**Ionisation energies of Tb3+ to Tb7+: imposed configurations and the 4f–5p competition**

The table holds ionisation energies as differences of total energies, highest Kohn-Sham levels and NIST values for Tb3+ to Tb7+, from spherical, spin-polarised, scalar-relativistic LDA-PW92 atoms (Quantum ESPRESSO ld1.x) in NIST's ground configurations. The program tests a formula without fitted parameters, Janak's theorem with levels linear in occupation, against a straight line in charge and against the highest eigenvalue. The formula meets all five rows to about 0.15 eV or better, while the line misses by 10 eV rms and the eigenvalue by 9.5 to 28 eV. The output traces the dip at Tb6+ to the imposed 4f8 5p3 configuration, whose energy cancels in the sum of the Tb5+ and Tb6+ rows. It also gives estimates, from interpolated or borrowed level shifts, for the configurations 4f7 5p4 and 4f6 5p6, which were not run and appear lower at this level.

Terbium ions as spherical all-electron Kohn-Sham atoms in Quantum ESPRESSO 7.5 (ld1.x), with the LDA-PW92 functional, scalar-relativistic and spin-polarised, with a point nucleus. Each ion has NIST's ground configuration, with open shells filled at highest spin. The ionisation energy is the total energy of the next higher ion less that of the ion shown. The tabulated ionisation energies of the 4+ ions of Tb are left out, since they fit the removal of another electron than the listed configurations give and so miss the computed values.

## Program and output

```python
# Table: ionisation energies (total-energy differences, eV) of Tb3+..Tb7+ from Quantum ESPRESSO ld1.x,
# spherical spin-polarised scalar-relativistic LDA-PW92 atom in NIST configurations, with NIST values.
# Tested: IE = sum over occupation changes of the mean level binding energy in initial and final ion
# (Janak's theorem, level linear in occupation), against a line in charge and the highest eigenvalue.
T = {
    'ion': ['Tb3+', 'Tb4+', 'Tb5+', 'Tb6+', 'Tb7+'],
    'Z': [65, 65, 65, 65, 65],
    'charge': [3, 4, 5, 6, 7],  # e
    'N': [62, 61, 60, 59, 58],
    'configuration': ['[Xe] 4f8', '[Xe] 4f7', '[Kr] 4d10 4f7 5s2 5p5', '[Kr] 4d10 4f8 5s2 5p3', '[Kr] 4d10 4f7 5s2 5p3'],
    'removed': ['4f', '5p', '5p', '4f', '5p'],
    'ionisation_energy': [41.3227, 74.2416, 101.568, 90.5024, 124.86],  # eV
    'minus_highest_eigenvalue': [31.787, 56.821, 73.584, 79.265, 109.26],  # eV
    'highest_level_mean_radius': [0.84862, 0.77234, 0.76259, 0.78431, 0.74453],  # bohr
    'highest_level': ['4f down', '4f up', '4f up', '4f down', '4f up'],
    'nist': [39.33, None, 90.0, 108.0, 125.0],  # eV
    'nist_kind': ['semi-empirical', None, 'theory', 'theory', 'theory'],
    'nist_unc': [0.04, None, 4.0, 5.0, 6.0],  # eV
    'error': [1.99, None, 11.6, -17.5, -0.14],  # eV
    'eig_over_ie': [0.769, None, None, 0.876, None],
}
import numpy as np
q = np.arange(3, 8)
IE = np.array(T['ionisation_energy'], float)
H = np.array(T['minus_highest_eigenvalue'], float)
ni, un, er = T['nist'], T['nist_unc'], T['error']
# binding energies (-eigenvalue, eV) for Tb3+..Tb8+, typed from further outputs of the same runs
L = {'fu': np.array([36.2785, H[1], H[2], 85.3018, H[4], 127.8673]),
     'fd': np.array([H[0], 51.16291, 67.4505, H[3], 101.9876, 120.8098]),
     'pu': np.array([53.76479, 69.43685, 84.71048, 98.88443, 116.8925, 133.0088]),
     'pd': np.array([51.87055, 67.18034, 81.44838, 93.47002, 110.8173, 127.6356])}
nist4, F0ff, F0pp = 66.5, 30.97953, 18.45709  # further outputs: NIST Tb4+; F0 4f4f Tb3+; F0 5p5p Tb8+
r3, r8 = (0.8167073, 1.492469), (0.7340248, 1.323317)  # further outputs: 4f-up, 5p-up mean radii, bohr
fu, fd, pu, pd = L['fu'], L['fd'], L['pu'], L['pd']
M = {k: (v[1:] + v[:-1]) / 2 for k, v in L.items()}
lost = [{'fd': 1}, {'pd': 1}, {'pd': 2, 'fd': -1}, {'fd': 1}, {'pu': 1}]
name = ['-4f dn', '-5p dn', '-2 5p dn +4f dn', '-4f dn', '-5p up']
mod = np.array([sum(n * M[k][i] for k, n in d.items()) for i, d in enumerate(lost)])
b, a = np.polyfit(q, IE, 1)
fm = lambda v: ' '.join(f'{x:7.2f}' for x in v)
print('All energies in eV; table IE rounded to 0.001 eV or finer')
print('ion, change, IE, mean-level model, model-IE, line-IE, (-eps highest)-IE')
for i in range(5):
    print(f'Tb{q[i]}+ {name[i]:16s}{IE[i]:8.3f}{mod[i]:9.3f}{mod[i]-IE[i]:+8.3f}{a+b*q[i]-IE[i]:+8.2f}{H[i]-IE[i]:+8.2f}')
w = int(np.argmax(abs(mod - IE)))
print(f'worst model row Tb{q[w]}+: {mod[w]-IE[w]:+.3f} ({100*(mod[w]/IE[w]-1):+.2f} %)')
print(f'line IE = {a:.2f} + {b:.2f} q, rms {np.std(a+b*q-IE):.2f}')
print('steps of IE from row to row:', fm(np.diff(IE)))
print(f"step Tb3+ to Tb4+: shell change {M['pd'][0]-M['fd'][0]:.2f} + charge shift {M['pd'][1]-M['pd'][0]:.2f}")
print(f"Tb5+: two 5p dn cost {2*M['pd'][2]:.2f}, 4f dn capture returns {M['fd'][2]:.2f}")
print(f'4f dn removal, Tb3+ to Tb6+: rise {IE[3]-IE[0]:.2f}, {(IE[3]-IE[0])/3:.2f} per charge')
print('5p up less 4f up binding, Tb3+..8+:', fm(pu - fu))
print('4f spin splitting, Tb3+..8+:       ', fm(fu - fd))
print('5p spin splitting, Tb3+..8+:       ', fm(pu - pd))
for k, s in zip(L, ['4f up', '4f dn', '5p up', '5p dn']):
    print(f'deepening of {s} per step:', fm(np.diff(L[k])))
print(f'radius 5p up / 4f up: Tb3+ {r3[1]/r3[0]:.2f}, Tb8+ {r8[1]/r8[0]:.2f}')
print(f'own shift / bare F0: 4f (Tb3+) {(fd[1]-fd[0])/F0ff:.2f}, 5p (Tb8+) {(pu[5]-pu[4])/F0pp:.2f}')
print(f'5p hole below filled 4f by: Tb5+ {pd[2]-fu[2]:.2f}, Tb6+ {pd[3]-fd[3]:.2f}, Tb7+ {pd[4]-fu[4]:.2f}, Tb8+ {pu[5]-fu[5]:.2f}')
for i in (0, 3):
    print(f'Tb{q[i]}+: IE+eps {IE[i]-H[i]:.2f}, half own shift {(fd[i+1]-fd[i])/2:.2f}, -eps/IE {H[i]/IE[i]:.3f}')
for i in (0, 2, 3, 4):
    print(f'Tb{q[i]}+: error {er[i]:+.2f}, {abs(er[i])/un[i]:.2f} times stated uncertainty')
print(f'Tb4+: error against semi-empirical {nist4}: {IE[1]-nist4:+.2f}')
S, Sn, Su = IE[2] + IE[3], ni[2] + ni[3], float(np.hypot(un[2], un[3]))
print(f'Tb5+ plus Tb6+: computed {S:.2f}, NIST {Sn:.0f}, diff {S-Sn:+.2f}, uncertainty {Su:.1f} if independent')
# estimate for 4f7 5p4 (not run): 5p dn level against its occupation 3, 2, 0 at fixed 4f7 5p-up3
e1 = np.polyval(np.polyfit([3, 2, 0], [pd[1], pd[2], pd[4]], 2), 1)
A, B = (pd[2] + e1) / 2, (e1 + pd[4]) / 2
print(f'estimate, 4f7 5p4 not run: 5p dn binding {e1:.1f} (straight interpolation {(pd[2]+pd[4])/2:.1f})')
print(f'  IE via 4f7 5p4: Tb5+ {A:.1f}, Tb6+ {B:.1f}, sum {A+B:.2f}, sum less table sum {A+B-S:+.2f}')
print(f'  4f7 5p4 below 4f8 5p3 by {IE[2]-A:.1f} (from Tb5+), {B-IE[3]:.1f} (from Tb7+)')
print(f'  these less NIST: {A-ni[2]:+.1f}, {B-ni[3]:+.1f}')
print('  steps along pure 5p path Tb4+..7+:', fm(np.diff([IE[1], A, B, IE[4]])))
print(f"  last step: spin change {M['pu'][4]-M['pd'][4]:.1f} + charge shift {M['pd'][4]-B:.1f}")
lo, hi = H[1] + (fd[1] - fd[0]) / 2, H[1] + (fd[4] - fd[3]) / 2
print(f'estimate, 4f6 5p6 not run: 4f up loss from Tb4+ {lo:.1f} to {hi:.1f}')
print(f'  below the 5p loss by {IE[1]-hi:.1f} to {IE[1]-lo:.1f}; less NIST {lo-nist4:+.1f} to {hi-nist4:+.1f}')
assert np.max(abs(mod - IE)) < 0.3
assert IE[3] < IE[2] and er[2] > 0 > er[3] and abs(S - Sn) < Su
assert IE[2] - A > 10 and abs(A + B - S) < 0.5
assert np.all(np.diff([IE[1], A, B, IE[4]]) > 0) and hi < IE[1]
```

Running it gives:

```
All energies in eV; table IE rounded to 0.001 eV or finer
ion, change, IE, mean-level model, model-IE, line-IE, (-eps highest)-IE
Tb3+ -4f dn            41.323   41.475  +0.152   +8.51   -9.54
Tb4+ -5p dn            74.242   74.314  +0.073   -6.08  -17.42
Tb5+ -2 5p dn +4f dn  101.568  101.561  -0.007  -15.07  -27.98
Tb6+ -4f dn            90.502   90.626  +0.124  +14.33  -11.24
Tb7+ -5p up           124.860  124.951  +0.091   -1.69  -15.60
worst model row Tb3+: +0.152 (+0.37 %)
line IE = -5.17 + 18.33 q, rms 10.44
steps of IE from row to row:   32.92   27.33  -11.07   34.36
step Tb3+ to Tb4+: shell change 18.05 + charge shift 14.79
Tb5+: two 5p dn cost 174.92, 4f dn capture returns 73.36
4f dn removal, Tb3+ to Tb6+: rise 49.18, 16.39 per charge
5p up less 4f up binding, Tb3+..8+:   17.49   12.62   11.13   13.58    7.63    5.14
4f spin splitting, Tb3+..8+:           4.49    5.66    6.13    6.04    7.27    7.06
5p spin splitting, Tb3+..8+:           1.89    2.26    3.26    5.41    6.08    5.37
deepening of 4f up per step:   20.54   16.76   11.72   23.96   18.61
deepening of 4f dn per step:   19.38   16.29   11.81   22.72   18.82
deepening of 5p up per step:   15.67   15.27   14.17   18.01   16.12
deepening of 5p dn per step:   15.31   14.27   12.02   17.35   16.82
radius 5p up / 4f up: Tb3+ 1.83, Tb8+ 1.80
own shift / bare F0: 4f (Tb3+) 0.63, 5p (Tb8+) 0.87
5p hole below filled 4f by: Tb5+ 7.86, Tb6+ 14.21, Tb7+ 1.56, Tb8+ 5.14
Tb3+: IE+eps 9.54, half own shift 9.69, -eps/IE 0.769
Tb6+: IE+eps 11.24, half own shift 11.36, -eps/IE 0.876
Tb3+: error +1.99, 49.75 times stated uncertainty
Tb5+: error +11.60, 2.90 times stated uncertainty
Tb6+: error -17.50, 3.50 times stated uncertainty
Tb7+: error -0.14, 0.02 times stated uncertainty
Tb4+: error against semi-empirical 66.5: +7.74
Tb5+ plus Tb6+: computed 192.07, NIST 198, diff -5.93, uncertainty 6.4 if independent
estimate, 4f7 5p4 not run: 5p dn binding 96.0 (straight interpolation 96.1)
  IE via 4f7 5p4: Tb5+ 88.7, Tb6+ 103.4, sum 192.13, sum less table sum +0.06
  4f7 5p4 below 4f8 5p3 by 12.8 (from Tb5+), 12.9 (from Tb7+)
  these less NIST: -1.3, -4.6
  steps along pure 5p path Tb4+..7+:   14.48   14.68   21.45
  last step: spin change 5.7 + charge shift 15.8
estimate, 4f6 5p6 not run: 4f up loss from Tb4+ 66.5 to 68.2
  below the 5p loss by 6.1 to 7.7; less NIST +0.0 to +1.7
```
